**Which method gave which proton affinity?**

The iminophosphorane HN=PH₃ takes up a proton at nitrogen and becomes H₂N–PH₃⁺. Five electronic-structure methods were asked how much enthalpy this releases, which is the proton affinity. Their answers spread over nearly 50 kJ/mol, although the molecule and the reaction are the same each time. The task is to match the rows with the methods.

PySCF 2.14.0, non-relativistic: gas-phase protonation of neutral singlet HN=PH₃ at nitrogen (N1), with energies at the levels listed on PBE0-D3(BJ)/def2-SVP structures. Proton affinity is the enthalpy and gas-phase basicity the free energy released at 298.15 K and 1 bar, with thermal terms also from PBE0-D3(BJ)/def2-SVP; the electronic part excludes nuclear motion. Candidates: CCSD(T)/ma-def2-TZVP, wB97X-D3(BJ)/def2-TZVP, HF/ma-def2-TZVP, M06-2X/def2-TZVP, MP2/ma-def2-TZVP.

| row | site proton affinity (kJ/mol) | site gas phase basicity (kJ/mol) | site electronic part (kJ/mol) |
| --- | --- | --- | --- |
| A | 967.6 | 938.2 | 997.1 |
| B | 991.3 | 961.9 | 1020.9 |
| C | 950.8 | 921.4 | 980.3 |
| D | 952.5 | 923.1 | 982.1 |
| E | 942.4 | 913.0 | 971.9 |

**One trend in three columns**

The electronic part is the energy released in going from the relaxed structure of the base to that of the ion, before any motion of the nuclei is counted. It exceeds the proton affinity by about 29.5 kJ/mol in every row, mainly because the new N–H bond brings vibrations whose zero-point energy must be paid for. The gas phase basicity, the free-energy counterpart, lies lower by another 29.4 kJ/mol, mainly because a free proton gives up its translational entropy. Structures and thermal terms were computed once and shared by all rows, so these shifts carry no clue. What separates the rows is how each method treats the electrons.

**The top value**

Protonation adds no electron. It takes a lone pair on a nitrogen that is already rich in negative charge and ties it down in a bond. In the neutral molecule this pair is loosely held, and empty orbitals into which electrons can be excited lie fairly close in energy. The positive charge of the ion lowers filled and empty orbitals alike, but the added proton sits right at the pair and should pull it down furthest, which widens its gaps to the empty orbitals.

Electron correlation, the way electrons avoid one another beyond their average repulsion, draws on such excitations. It should therefore stabilise the neutral molecule more than the ion, and including it should lower the proton affinity. Hartree–Fock (HF) leaves it out and so favours the ion. The highest value, row B, is thus safely HF.

**How far may MP2 overshoot?**

MP2 is the simplest correction for correlation on the list. It treats each electron pair as if the others were not correlating at the same time, and it leans heavily on the orbital gaps. Where gaps are small it tends to exaggerate, and here they are smaller in the neutral molecule. MP2 should therefore lower the HF value somewhat too much and end below CCSD(T), which couples the pairs and is the most complete method among the candidates.

This gives a simple test for any proposed pair of rows. With $A$ for the proton affinity, the ratio

$$r=\frac{A_\mathrm{HF}-A_\mathrm{MP2}}{A_\mathrm{HF}-A_\mathrm{CCSD(T)}}$$

compares the two lowerings. It should be above one, but not far above for an ordinary closed-shell molecule. Nothing in it is fitted. If E is MP2 and C is CCSD(T), then

$$r=\frac{991.3-942.4}{991.3-950.8}=\frac{48.9}{40.5}=1.21,$$

an overshoot of about a fifth, which is believable.

Now let row A be CCSD(T) instead. Whichever lower row is then taken as MP2, the ratio comes out between 1.64 and 2.06, so MP2 would exaggerate the effect of correlation by well over half. That is hard to believe here. Nor does A suit MP2, which should lie below CCSD(T). Row A is therefore very probably one of the two density functionals.

**Where the energies stop helping**

Rows C, D and E must then hold MP2, CCSD(T) and the other functional. Three pairings keep MP2 below CCSD(T), and their ratios run from 1.04 to 1.26. All three are plausible, and the test can't choose between them. The difficulty is plain in the values themselves, since C and D differ by only 1.7 kJ/mol.

A setting helps where the energies do not. Row D was run with integration grid level 3, the other rows with level 2. Such a grid matters only for density functionals, and functionals of the M06 family are known to need a fine one. This points to M06-2X for D, which leaves wB97X-D3(BJ) for A, CCSD(T) for C and MP2 for E. The clue concerns how the calculation was set up, not the physics of the molecule.

The assignments thus differ in strength. HF for B is sure, and a functional for A is nearly so. MP2 for E is probable, but it rests on the usual direction of the MP2 error: with C and E exchanged, MP2 would recover 83 % of the CCSD(T) lowering, which is no less reasonable in size. By energy alone, C and D remain ambiguous.

The rows with their labels:

| level | integration grid level | site or bond (first listed) | site proton affinity (kJ/mol) | site gas phase basicity (kJ/mol) | site electronic part (kJ/mol) |
| --- | --- | --- | --- | --- | --- |
| MP2/ma-def2-TZVP | 2 | N1 | 942.4 | 913.0 | 971.9 |
| CCSD(T)/ma-def2-TZVP | 2 | N1 | 950.8 | 921.4 | 980.3 |
| M06-2X/def2-TZVP | 3 | N1 | 952.5 | 923.1 | 982.1 |
| wB97X-D3(BJ)/def2-TZVP | 2 | N1 | 967.6 | 938.2 | 997.1 |
| HF/ma-def2-TZVP | 2 | N1 | 991.3 | 961.9 | 1020.9 |

**What the labels show**

All five assignments hold. HF, MP2 and CCSD(T) share one basis set and one pair of structures, so their differences come from the treatment of correlation alone. Correlation at the CCSD(T) level lowers the proton affinity by 40.5 kJ/mol, and MP2 goes 8.4 kJ/mol further. CCSD(T) serves as the reference here, although its value is not extrapolated to a complete basis set. Measured against it, both errors have the expected direction, while the account in terms of orbital gaps remains an argument from theory.

These errors matter for chemistry. At room temperature, about 5.7 kJ/mol of free energy changes an equilibrium constant by a factor of ten. The HF error relative to CCSD(T) therefore shifts the predicted equilibrium for the uptake of a free proton by about seven powers of ten, and the MP2 error by between one and two. When two bases are compared, the part of the error they share cancels. A ranking of similar affinities is upset only if the errors differ enough from one base to the other.

The two functionals need a more careful reading. M06-2X lies only 1.7 kJ/mol above CCSD(T), but it was run without the diffuse functions that the prefix "ma" marks in the other basis set. Such functions describe loosely held electrons, so leaving them out usually harms the neutral base more than the ion and raises the proton affinity. Part of the close agreement may therefore be a cancellation of errors.

wB97X-D3(BJ) lies 16.8 kJ/mol above CCSD(T). It used the same basis set as M06-2X, so the lack of diffuse functions can't by itself explain why the two functionals differ by 15.1 kJ/mol. The run is recorded as wB97X with a D3(BJ) dispersion term added, whereas the published functional of that name builds on a different parent, wB97X-V. Until it is clear which form was used, the deviation belongs to this calculation and not to the published functional.

**What to do about it**

For an absolute proton affinity, HF should serve only as the starting point from which the effect of correlation is measured. MP2 removes most of the HF error here, but its remaining deviation is still large enough to matter. The ratio of 1.21 comes from a single molecule and shouldn't be used to scale MP2 results for others. The program output after this text lists the ratios for the pairings considered.

A functional should earn its place by a comparison with CCSD(T) on a closely related base, with the same structures and the same basis set. For this molecule the next step is to repeat both functionals with diffuse functions. That would show how much of the M06-2X agreement survives, and how much of the wB97X-D3(BJ) deviation remains.

The analysis program printed:

```
Proton affinities in rising order:
                     row  proton affinity in kJ/mol  step from the row before in kJ/mol  lowering below HF in kJ/mol  percent of the CCSD(T) lowering
        MP2/ma-def2-TZVP                      942.4                                 n/a                         48.9                            120.7
    CCSD(T)/ma-def2-TZVP                      950.8                                 8.4                         40.5                              100
        M06-2X/def2-TZVP                      952.5                                 1.7                         38.8                             95.8
  wB97X-D3(BJ)/def2-TZVP                      967.6                                15.1                         23.7                            58.52
         HF/ma-def2-TZVP                      991.3                                23.7                            0                                0
Mean electronic part less proton affinity in kJ/mol: 29.54
Zero-point and thermal vibration cost after removing 5/2 RT of the proton in kJ/mol: 35.74
Mean proton affinity less gas-phase basicity in kJ/mol: 29.4
Temperature times entropy of the free proton in kJ/mol: 32.48
Entropy gain of the molecule on protonation in J/mol/K: 10.34
Ratio if MP2 is lowest and CCSD(T) second lowest: 1.207
Ratio if MP2 is lowest and CCSD(T) the middle value: 1.26
Ratio if MP2 is second lowest and CCSD(T) the middle value: 1.044
Ratio if MP2 is lowest and CCSD(T) second highest: 2.063
Ratio if MP2 is second lowest and CCSD(T) second highest: 1.709
Ratio if MP2 is the middle value and CCSD(T) second highest: 1.637
Ratio if CCSD(T) is lowest and MP2 second lowest: 0.8282
MP2 overshoot of the correlation lowering in percent: 20.74
MP2 less CCSD(T) in kJ/mol: -8.4
M06-2X less CCSD(T) in kJ/mol: 1.7
wB97X-D3(BJ) less CCSD(T) in kJ/mol: 16.8
wB97X-D3(BJ) less M06-2X in kJ/mol: 15.1
HF less CCSD(T) in kJ/mol: 40.5
```
